**Question**

I am looking at the five lowest singlet excitations of an ethylene molecule with BF₃ sitting over one of its faces.

Singlet excited states of the neutral C2H4·BF3 complex, calculated with PySCF 2.14.0 using linear-response LC-wPBE/def2-SVP in the Tamm–Dancoff approximation at a GFN2-xTB geometry. The leading pair weight refers to natural transition orbitals, and the hole–electron distance is measured between the centres of the two distributions.

```csv
row,excitation energy (eV),oscillator strength,leading pair weight,hole electron distance (Å),hole electron overlap
1,8.223,0.001,0.995,0.063,0.572
2,8.739,0.485,0.933,0.056,0.873
3,9.770,0.013,0.986,0.054,0.608
4,10.024,0.019,0.994,0.067,0.413
5,10.347,0.004,0.995,0.085,0.443
```

1. Which state absorbs light, and why only that one?
2. Does the light move an electron from ethylene to BF₃?
3. Rows 4 and 5 have low overlaps and similar energies. Are they charge-separated states, or a degenerate pair?
4. What would happen to the weak rows 1 and 3 if BF₃ were taken away?
5. Row 2 is the HOMO→LUMO excitation. Why is it not the lowest?
6. Would the order survive a larger basis, and which digits can I trust?

**Answer**

Three scales are worth remembering here. Excitations into the π* orbital of the double bond cost 8 to 10 eV in this calculation. The centre of the excited electron stays within 0.1 Å of the hole it leaves behind. A basis without diffuse functions can misplace a state by an estimated 2 eV, which is more than the spacing between any two neighbouring rows.

**1. The bright state.** Row 2 carries 93% of the oscillator strength summed over the five states. It lifts an electron from the π orbital of the double bond to the π* orbital. Both orbitals cover the same two carbons, hence the high hole–electron overlap of 0.87. Their product has opposite signs on the two carbons, so it forms a large dipole along the bond, which the field of the light can drive.

Oscillator strength grows as the excitation energy times the square of this transition dipole. The energies differ by a factor of 1.26 at most, so the large contrasts in strength come from the dipole. Overlap alone is not enough: row 3 has an overlap of 0.61 and is still weak, for a reason of symmetry that question 4 takes up. In rows 4 and 5 the electron goes into a much wider orbital, which leaves little of it where the π orbital is. That is expected to help keep their dipoles small.

**2. Transfer to BF₃.** Not in these five states. The hole–electron distance is measured between the centres of the two distributions. Full transfer would make it about 2.6 Å, the distance from the middle of the C–C bond to boron, but the largest value in the table is 0.085 Å. In the bright state only 0.13 of the electron sits on BF₃. Transfer states may still lie above the fifth root.

**3. Rows 4 and 5.** They are neither. In both, the electron leaves the π orbital for one that surrounds the ethylene and is diffuse by the standards of this basis. About 0.6 of the electron is counted on the four hydrogens, so the orbital probably has some C–H antibonding character as well. The electron's extent is about 2.3 Å, against roughly 1.5 Å in the other rows. A large cloud centred on a compact hole gives low overlap without any separation of charge.

The two states are also 0.32 eV apart, and they end in different diffuse orbitals. Symmetry gives no reason for a degenerate pair: free planar ethylene has no degenerate representations, and BF₃ only lowers the symmetry.

**4. Taking BF₃ away.** In free planar ethylene, with the nuclei held still, symmetry would forbid the dipole transitions of rows 1 and 3. Both move an electron from a σ orbital to π*, and in both cases the two orbitals behave alike under inversion through the middle of the molecule. A dipole transition needs them to behave oppositely. BF₃ on one face removes the inversion centre and lifts the ban.

It does not help both states equally. One approximate mirror plane survives, containing the C–C axis and standing upright on the ethylene plane. The C–C σ orbital of row 3 is symmetric in it, as π and π* are, so row 3 can mix with the bright state and borrow intensity. The C–H σ orbital of row 1 changes sign and cannot. The transition dipoles fit this picture: that of row 3 is nearly parallel to that of row 2 (cosine 0.99), while that of row 1 is almost perpendicular to it (0.08). The borrowing remains an inference. A run on ethylene alone would show whether the intensity is due to BF₃, but not whether it is borrowed from row 2.

**5. Why HOMO→LUMO is not the lowest.** An excitation energy is not an orbital gap. For one dominant orbital pair, a simple picture of a singlet is

E ≈ Δε − J + 2K

Here Δε is the orbital gap, J the attraction between electron and hole, and K their exchange energy. For row 2 the gap is 13.45 eV and the excitation energy 8.74 eV, so the net lowering is 4.7 eV.

K is the electrostatic self-repulsion of the same orbital product that produces the transition dipole. What makes π→π* bright therefore also pushes it up. The σ→π* excitation of row 1 starts from a deeper orbital but has a much weaker transition dipole, and theory suggests that its exchange penalty is small as well. That can place it lower, here by 0.52 eV. The calculation gives only the totals, so this division into J and K is an argument and not a computed result.

**6. Order and digits.** The order would probably not survive. The diffuse states should resemble Rydberg states, in which a distant electron circles a positive ion. Their energy can be estimated without a fit to the table:

E ≈ I − 13.6 eV/(n − δ)²

I is the ionization energy, taken as minus the HOMO energy, 11.41 eV. For a 3s electron n = 3, and the quantum defect δ, which accounts for the ion's core, is roughly 1. This gives 11.41 − 13.6/4 ≈ 8.0 eV.

The lowest diffuse state in the table, row 4, lies 2.0 eV above this estimate. The measured value for free ethylene is lower still, roughly 7 eV (a recalled figure). The estimate is thus itself about 1 eV too high by that standard, largely because minus the HOMO energy exceeds the measured ionization energy of free ethylene. It also ignores the space that BF₃ takes up. Both figures nevertheless point the same way: the basis has no functions wide enough for such an electron and squeezes it upwards. With diffuse functions, a Rydberg state would probably drop to about the energy of row 1 or lower. That a dark σ→π* state comes out lowest is therefore no physical finding.

The order of rows 1 and 2 is also open, because the Tamm–Dancoff approximation usually places bright π→π* states too high. It also does not keep the sum rule for oscillator strengths, so the 0.485 of row 2 is only a rough figure. I would trust the characters of the states and the contrast between strong and weak, but not the tenths of an electronvolt. The 0.001 of row 1 means only "almost dark".

The lesson carries over to other small molecules. When excitation energies come within a few electronvolts of the ionization energy, repeat the run with diffuse functions before reading anything into the order of the states.
